For atomization energies of these seven Al/C/H/N molecules, wB97M-V is the only functional of the four that stays within 0.3 eV of CCSD(T) as estimated for the basis-set limit, and even it differs from that reference by more than the 0.043 eV (1 kcal/mol) that thermochemistry usually asks for. For energy differences between isomers the ranking tightens, because the free atoms and much of the bond error cancel. BHLYP-D4, which underbinds every molecule by more than 1 eV, then does as well as wB97M-V. So wB97M-V serves for both tasks, while BHLYP-D4 is useful only when a question rearranges the same atoms and doesn't break molecules apart.

Gas-phase Al/C/H/N molecules computed with Ansatz 0.2.0 at PBE0-D4/def2-TZVP geometries, with the functionals in def2-TZVPP and a focal-point estimate of frozen-core CCSD(T) at the basis-set limit as reference. In that estimate Hartree-Fock and MP2 correlation are extrapolated from def2-TZVPP and def2-QZVPP, while CCSD(T) less MP2 comes from def2-TZVPP alone. CCSD(T) in the column heads means this estimate. Atomization energies are electronic, without zero-point terms, and SPW92 is the LDA. In the bond columns a hyphen marks a single bond, and the total counts a multiple bond once.

```tsv
SMILES	formula	heavy atoms	bonds H-C	bonds Al-C	bonds H-N	bonds Al-H	bonds	CCSD(T) atomization energy (eV)	SPW92 less CCSD(T) (eV)	r2SCAN0-D4 less CCSD(T) (eV)	BHLYP-D4 less CCSD(T) (eV)	wB97M-V less CCSD(T) (eV)	T1 diagnostic
C[NH][AlH][NH2]	CH7AlN2	4	3	0	3	1	10	39.55	5.182	-0.786	-1.003	0.121	0.010
C#[C][Al]([NH2])[NH2]	C2H5AlN2	5	1	1	4	0	9	40.48	5.634	-1.009	-1.429	0.120	0.012
NC#[C][AlH][NH2]	C2H5AlN2	5	0	1	4	1	9	39.03	6.092	-0.817	-1.298	0.244	0.013
C=[N][AlH][CH2]C	C3H8AlN	5	7	1	0	1	12	50.00	6.675	-0.570	-1.118	0.220	0.012
CC=[C](N)[AlH2]	C3H8AlN	5	4	1	2	2	12	49.21	6.969	-0.524	-1.141	0.221	0.011
NC=C[CH2][AlH2]	C3H8AlN	5	4	1	2	2	12	49.22	7.166	-0.406	-1.174	0.272	0.012
CN(C)[CH2][AlH2]	C3H10AlN	5	8	1	0	2	14	54.52	7.338	-0.576	-1.132	0.198	0.010
```

The atomization energy is the energy of the free atoms minus that of the molecule at the same level. It is purely electronic, with neither zero-point nor spin-orbit terms on either side of the comparison. A positive error means that the functional binds too strongly. The T1 diagnostic measures how far coupled cluster has to relax the Hartree-Fock orbitals, and values of 0.010 to 0.013 give no sign of multireference character. All the functional runs are closed-shell, stable solutions, so the rows are in comparable states. Rows are counted from the top.

## First row: four levels, two signs

The signs in the first row hold in all seven: SPW92 and wB97M-V overbind, r2SCAN0-D4 underbinds, and BHLYP-D4 underbinds more. The mean errors against the CCSD(T) estimate are +6.44 eV for SPW92, −0.67 eV for r2SCAN0-D4, −1.19 eV for BHLYP-D4 and +0.20 eV for wB97M-V. The step away from the local density approximation is worth several electronvolts, and the steps among the hybrids are worth half an electronvolt to somewhat over one. Each step is more than ten times the thermochemical target.

The overbinding of SPW92 is the standard failure of the local density approximation, and theory traces it to exchange. A functional built on the uniform gas recovers too little exchange energy wherever the density varies quickly, as in the outer region of an atom. When atoms join, part of that outer region becomes the smoother density of a bond. The molecule thus suffers less from the shortfall than the separated atoms do, and the difference appears as extra binding. The table shows the sign and the size of this error, while the mechanism is argued.

The opposite sign is standard as well. Local exchange keeps its exchange hole near the electron, which imitates the tendency of the two electrons of a bond to sit on different atoms, known as left-right correlation. Exact exchange spreads the hole over both atoms and gives up this imitation, which an ordinary correlation functional doesn't restore. A hybrid trades overbinding for underbinding as its exact share rises, and the share is a quarter in r2SCAN0 and a half in BHLYP. The order of these two agrees with the argument, although they also differ in their semilocal parts. The rule doesn't carry over to wB97M-V, which has no single share because its exact exchange grows with the distance between electrons. Its parameters were also fitted to reference data that include atomization energies, which probably helps to keep its errors small here.

## Second and third rows: what the local error counts

The two alkynes have nine bonds against ten in the first row, yet their SPW92 errors are larger, 5.634 and 6.092 eV against 5.182 eV. The bond column counts a triple bond once. If the overbinding arises each time atomic density is turned into shared density, a triple bond should contribute about three times. The natural measure is then the number of shared electron pairs.

That number follows from the formula alone. Carbon forms four bonds, nitrogen and aluminium three, hydrogen one, and each pair uses one valence from each of two atoms:

$$p=\tfrac12\,(4n_\mathrm{C}+3n_\mathrm{N}+3n_\mathrm{Al}+n_\mathrm{H}),\qquad \Delta \approx k\,p .$$

Here $n_X$ is the number of atoms of element $X$, $\Delta$ the error against the CCSD(T) estimate and $k$ the error per pair. A least-squares line through the origin over all seven rows, $k=\sum \Delta p/\sum p^2$, gives $k=0.530$ eV for SPW92. The rms misfit is 0.19 eV, against 0.54 eV when bonds are counted once in the same kind of fit.

The second row, C₂H₅AlN₂, serves as a worked case and was part of the fit. Its pair count is $p=(8+6+3+5)/2=11$, so the model gives $0.530\times 11=5.83$ eV. The table has 5.63 eV, and the model is 0.20 eV too high. For the third row the model must give the same value, since the formula is the same, and there it is too low by a similar amount. The pair count describes the growth of the local error, but it leaves several times the thermochemical target and is blind to isomers.

BHLYP-D4 does not follow the pair count: the fit leaves 0.199 eV rms, more than the 0.128 eV scatter of the errors about their plain mean. Its two largest errors belong to the alkynes, which suits the argument above, since left-right correlation is strongest in multiple bonds. Part of their lead comes from the dispersion term, because D4 supplies 0.21 to 0.35 eV of binding, least in the first three rows and most in the last. Without D4 the third row is ahead of the sixth by only 0.02 eV, so the support is weak. The functional itself underbinds more than the column shows.

These two rows also give the first isomer energy. The third row lies 1.456 eV above the second in the estimated CCSD(T) total energies, having traded an Al–N and a C–H bond for a C–N and an Al–H bond. The free atoms are the same, so the error of the gap is the difference of two entries, for SPW92 $5.634-6.092=-0.458$ eV. The local error has shrunk by more than a factor of ten and is still a third of the gap itself.

The hybrids make this gap too small as well, by 0.192 eV for r2SCAN0-D4, 0.131 eV for BHLYP-D4 and 0.124 eV for wB97M-V. Hartree-Fock in the same calculation also falls short, by 0.089 eV, so full exact exchange without correlation doesn't close it either. This is the worst isomer case for all three hybrids. A common cause in the settings is possible, since the functionals are all-electron in a finite basis while the reference is a frozen-core estimate of the basis limit whose step from MP2 to CCSD(T) is only triple-zeta, but that is a guess that nothing here tests.

## From two nitrogens to one

Between the third and fourth rows the molecules grow and lose a nitrogen, and the r2SCAN0-D4 error falls in size. It averages −0.87 eV in the rows with two nitrogens and −0.52 eV in those with one, and the two groups don't overlap. The same through-origin fit on the number of nitrogen atoms gives −0.46 eV per atom with 0.10 eV rms, better than pairs, bonds or a constant. Size is a poor guide to the error of this functional.

The cause is open. The free nitrogen atom has three parallel spins and a large exchange energy, so an imbalance between that atom and closed-shell nitrogen is a plausible source, though an untested one. The number of Al–N bonds largely moves with the nitrogen count, and the absolute errors cannot tell atom from bond. The isomers show that the atom is not the whole of it, since two molecules with the same atoms differ by 0.19 eV. The second row is planar, amino groups included, which permits π donation from nitrogen into the empty p orbital of aluminium, so its Al–N bonds may be more than ordinary single bonds.

## Fourth to sixth rows: three isomers

Among the C₃H₈AlN isomers the fourth row is lowest in the CCSD(T) estimate, by 0.78 to 0.79 eV, and all four functionals agree that it is lowest. The errors of the gaps follow the exact-exchange share. For the step from the fourth row to the sixth, SPW92 and r2SCAN0-D4 are too low and BHLYP-D4 and Hartree-Fock too high, in that order. The same order holds for all four isomer differences examined, of which three are independent.

For this step the errors are −0.491 eV with no exact exchange, −0.164 eV with a quarter, +0.056 eV with a half and +0.269 eV for Hartree-Fock. The last number has a plain meaning: Hartree-Fock omits correlation, so the sixth row has that much more correlation energy than the fourth. The local functional errs the other way and favours the more strongly correlated isomer too much, as the picture of imitated correlation suggests. A hybrid lands between the two, and among these three isomers the balance lies between a quarter and a half. The sequence supports this reading without isolating it, because correlation functional, dispersion term and basis change along with the share. The alkyne pair does not fit it: there the second row has more correlation energy than the third, by 0.089 eV, yet SPW92 favours the third too much.

The fifth and sixth rows have identical bonds of every kind, and their estimated CCSD(T) energies agree within 0.004 eV, far finer than a composite reference can resolve. Any scheme of bond increments predicts equal errors. Yet SPW92 puts the sixth row 0.20 eV lower and r2SCAN0-D4 0.12 eV lower, while the other two stay within 0.06 eV. Bond counts therefore cannot correct SPW92 or r2SCAN0-D4 to thermochemical accuracy here.

Something other than the counted bonds distinguishes the sixth row. Its lowest empty wB97M-V orbital lies at 1.26 eV, against 0.27 and 0.26 eV in the other two AlH₂ molecules. It also has 0.13 eV more correlation energy than the fifth row. Both facts would fit donation into the empty aluminium p orbital through a contact that is not counted as a bond, which remains a guess about this one row. Each row is a single conformer, not always the lowest, so such a contact may depend on the structure found.

## Last row: where the reference sets the limit

The saturated amine has the most pairs and the largest SPW92 error, at 0.524 eV per pair, close to the fitted value. Its wB97M-V error of 0.198 eV is smaller than that of the three lighter isomers above it. Such variations should not be read as properties of the functional. The pair fit for wB97M-V leaves 0.045 eV rms, hardly better than the 0.054 eV scatter about the mean.

The reason for caution lies in the comparison itself. The reference is a focal-point estimate, with the cores frozen: Hartree-Fock and MP2 correlation are extrapolated to the basis limit, and CCSD(T) less MP2 is added from triple zeta alone. The basis error left in that last difference is not tested here. Core-valence correlation typically adds to the binding, roughly 0.05 eV per carbon as a recalled size, and wB97M-V is high by 0.06 to 0.12 eV per carbon. A good part of its apparent overbinding may thus belong to the reference, while the finite basis of the functional normally works in the other direction. For the other three functionals the errors are much larger than this uncertainty, and their verdicts stand.

## What to use

For absolute atomization energies, wB97M-V is the choice when a few tenths of an electronvolt are enough, and none of the four is shown to serve at 1 kcal/mol, though for wB97M-V the reference, a frozen-core estimate with only a triple-zeta step from MP2 to CCSD(T), is itself too uncertain to settle this. Fitted atomic corrections help only in part. With four formulas and four elements, a least-squares correction per element merely reproduces the mean of each formula. What it leaves in the five isomer rows is 0.21 eV rms for SPW92, 0.08 eV for r2SCAN0-D4, and 0.045 and 0.043 eV for BHLYP-D4 and wB97M-V.

For isomer energies, the largest errors against the CCSD(T) estimate are 0.49 eV for SPW92, 0.19 eV for r2SCAN0-D4, 0.13 eV for BHLYP-D4 and 0.12 eV for wB97M-V. All four order the widely spaced isomers correctly, and either of the last two gives the gaps to about a tenth of an electronvolt. The largest errors of MP2 and CCSD are about half as large, but these methods are ingredients of the reference and share its basis treatment and frozen core, so their agreement is no independent test. Near-degenerate isomers like the fifth and sixth rows need conformer searches and zero-point energies before any ordering means much.

No run times are given, so cost can only be judged roughly, from formal scaling with the number $N$ of orbitals, which rises by about a third from the first row to the last. A local functional at $N^3$ becomes 2.3 times dearer and a hybrid at $N^4$ 3.0 times. The triples step of CCSD(T) goes as $o^3v^4$ in the occupied valence and empty orbitals and becomes 6.0 times dearer, taking a neon core for aluminium. The three hybrids share one scaling class, so moving among them changes the atomization error severalfold at little change in formal cost.

A neighbouring series of longer alkyl homologues would sharpen the contrast between the two tasks. Each CH₂ group adds three pairs, so the pair model implies about 1.6 eV more SPW92 overbinding per group, an extrapolation beyond these rows. In an isomer energy, a chain that keeps both its bonds and its shape should largely drop out. Contacts between parts that aren't bonded can still leave an error, as the fifth and sixth rows warn. A gradient-corrected functional without exact exchange is known to remove most of the local overbinding. It would be expected between SPW92 and the underbinding hybrids, though the sign of what remains varies with the functional and the molecule.
